**Q.** We think we see W(OH)2 in the gas phase, and a colleague ran six levels of theory on a linear singlet. Which row should I set against our ionisation and bond-energy measurements?

Linear singlet W(OH)2 at its PBE0 geometry (W–O 1.82 Å), computed with PySCF 2.14.0, def2-TZVP with an ECP on W, density fitting and no spin-orbit coupling. The neutral is closed-shell, ions and atoms are unrestricted, and MP2 freezes the cores. Atomisation is to high-spin ground-configuration atoms without zero-point energy; ionisation and attachment are vertical energy differences.

| method | exact exchange, long range (%) | atomisation (kJ/mol) | ionisation (eV) | attachment (eV) | HOMO (eV) | LUMO (eV) | rough cost (core min) |
| --- | --- | --- | --- | --- | --- | --- | --- |
| PBE | 0 | 1825 | 6.46 | 0.51 | -3.75 | -3.70 | 2 |
| r2SCAN | 0 | 1743 | 6.15 | 0.57 | -4.14 | -3.42 | 4 |
| B3LYP | 20 | 1769 | 6.77 | 0.45 | -5.00 | -2.67 | 2 |
| PBE0 | 25 | 1726 | 6.46 | 0.50 | -5.22 | -2.40 | 1 |
| HF | 100 | 1038 | 5.42 | -0.45 | -7.47 | 2.33 | 0.2 |
| MP2 | n/a | 1785 | 6.65 | 0.23 | n/a | n/a | 0.2 |

**A.** None yet, because the six rows share an untested electronic state. Each neutral was held to a closed shell, with every electron paired, and the runs hold neither a stability analysis nor an open-shell energy to check that choice. The notes supplied with the data warn of a lower open-shell solution, but that warning comes from the data makers' tests on other systems, not from these runs. If it holds here, the neutral sits too high, which makes atomisation and ionisation too small and attachment too large. The error could differ from row to row, and agreement between rows can't rule it out.

**Q.** Is there a sign of this in the numbers themselves?

**A.** The cation gives a hint, though no proof. Removing one electron from a paired orbital leaves a doublet with $\langle S^2\rangle = 0.75$, and the PBE0 anion, at 0.76, is such a clean doublet. The cation comes out at 1.75 with PBE0 and 1.76 with HF. That is the signature of three unpaired electrons, two up and one down, a mixture that is one third quartet. At these levels the ionisation column joins two different spin arrangements, and doesn't describe the loss of a HOMO electron. An unrestricted ion can also break the symmetry and hold its charge on one ligand, which $\langle S^2\rangle$ alone doesn't show.

A guess ties this together. Tungsten(II) has four metal electrons, and in a linear field they could fill an s–d hybrid σ orbital and leave two for the degenerate δ pair. A closed shell must put both into one partner, where Hund's rule would place them apart. An added electron would then give a clean δ³ doublet, while loss of a σ electron, with the two δ electrons moving apart as well, would leave σ and both δ orbitals singly filled. The PBE0 Mulliken populations on tungsten, 1.52 electrons in s beyond the filled 5s shell and 3.67 in d, fit a filled σ orbital with much s character. They don't identify the δ pair, so the assignment stays a guess.

**Q.** The HOMO–LUMO gap goes from almost nothing to almost 10 eV. Does that not tell us which level is sensible?

**A.** It tells us how each level defines orbital energies. In a semilocal functional, filled and empty orbitals feel the same potential, so two similar orbitals lie close; PBE gives 0.05 eV, small enough to make its occupation fragile. In HF an electron in a filled orbital is repelled by the other electrons only, whereas an empty orbital feels all of them, and the gap opens to 9.80 eV. The physical counterpart, ionisation minus attachment, stays between 5.58 and 6.42 eV in all six rows.

A hybrid mixes in a share $a$ of exact exchange, fixed by its definition. With frozen orbitals each level shifts in proportion to $a$, so the gap $\Delta$ should follow

$$\Delta(a) \approx \Delta_{\rm PBE} + a\,(\Delta_{\rm HF}-\Delta_{\rm PBE}).$$

Nothing is fitted, and only the PBE and HF rows enter. For PBE0, $0.05 + 0.25\,(9.80-0.05) = 2.49$ eV.

The computed PBE0 gap is 2.82 eV, so the estimate falls 0.33 eV short of it, and it falls short by the same amount for B3LYP. It fails for r2SCAN, which has no exact exchange yet lies 0.67 eV above the estimate. The formula ignores orbital relaxation and differences in the semilocal part. Since $a$ is an ingredient of the calculation, its success describes the functionals and tests nothing about the molecule.

**Q.** Then can I use $-\varepsilon_{\rm HOMO}$, the HOMO energy with its sign changed, as an ionisation energy?

**A.** Not at any level here. It lies below the computed ionisation for all four functionals, by 2.71 eV for PBE and 1.24 eV for PBE0, as self-repulsion pushes filled levels up. For HF it lies 2.05 eV above. That excess is no proof of the spin mismatch, because the nearly clean HF anion departs from its frozen-orbital value by 1.88 eV. Ordinary relaxation of the orbitals could supply much of it, if that anion keeps the neutral's filled orbitals, which a clean $\langle S^2\rangle$ doesn't show.

**Q.** HF is far from the rest, and MP2 lands among the functionals. Does MP2 confirm them?

**A.** HF can be set aside. Bonding pairs up electrons that had parallel spins in the atoms, paired electrons gain most from correlation, and HF omits it. The table shows the size: on the same determinants MP2 adds 747 kJ/mol to atomisation, 1.23 eV to ionisation and 0.68 eV to attachment. The last step turns an unbound HF anion into a bound one. Part of HF's shortfall in atomisation may also come from the closed shell itself, if it forces metal electrons to pair that could stay parallel. HF's attachment, the lowest of the six, lends that no support, since a neutral held too high would raise it.

MP2 confirms nothing, though. It is a perturbation series that assumes a good starting determinant, and here the neutral's is untested and the cation's is heavily contaminated. A correction worth 42% of the MP2 atomisation energy, built on such references, can land 59 kJ/mol from PBE0 by chance.

**Q.** How much does the choice among the functionals matter for my purposes?

**A.** For thermochemistry it matters a great deal: atomisation spreads over 99 kJ/mol, 24 times the usual target of 1 kcal/mol. Exact exchange is not the only control, since r2SCAN lies 82 kJ/mol below PBE with none in either. Part of the spread may sit in the free atoms and not in the molecule, since a single determinant for tungsten's open d shell can miss the ground state. Spin-orbit coupling, which is large in tungsten, and zero-point energy are left out throughout, so a clash with experiment would not yet convict a functional.

Ionisation spreads over 0.62 eV, about six times a target of 0.1 eV, with no steady trend: PBE and PBE0 both give 6.46 eV. That alone is too much to assign a band, and the unknown errors of neutral and cation come on top, so even a photon range needs a wide margin. Attachment looks tight at 0.12 eV, yet the basis has no diffuse functions, which lowers it, while a neutral held too high would raise it. These spreads measure disagreement among functionals and are not error bars.

**Q.** What should we pay for next?

**A.** The rows cost roughly 0.2 to 4 core minutes on shared machines, so price decides nothing for five atoms, and the steeper scaling of MP2 doesn't bite yet. Spend the effort on the state: test the closed shell for stability, follow any instability to the lower solution, compute triplet and quintet for the neutral, and re-optimise it in each state, since the linear shape belongs to the singlet. Check other isomers and the loss of H₂ as well, because either can lead to something lower in energy than the molecule you think you see. Compute the cation as a quartet too, because a single determinant can't describe a pure doublet with three unpaired electrons. Then add diffuse functions and spin-orbit coupling. Compare functionals only once the neutral is stable and every $\langle S^2\rangle$, the neutral's included, matches the spin intended, and compare energy differences, not orbital levels.
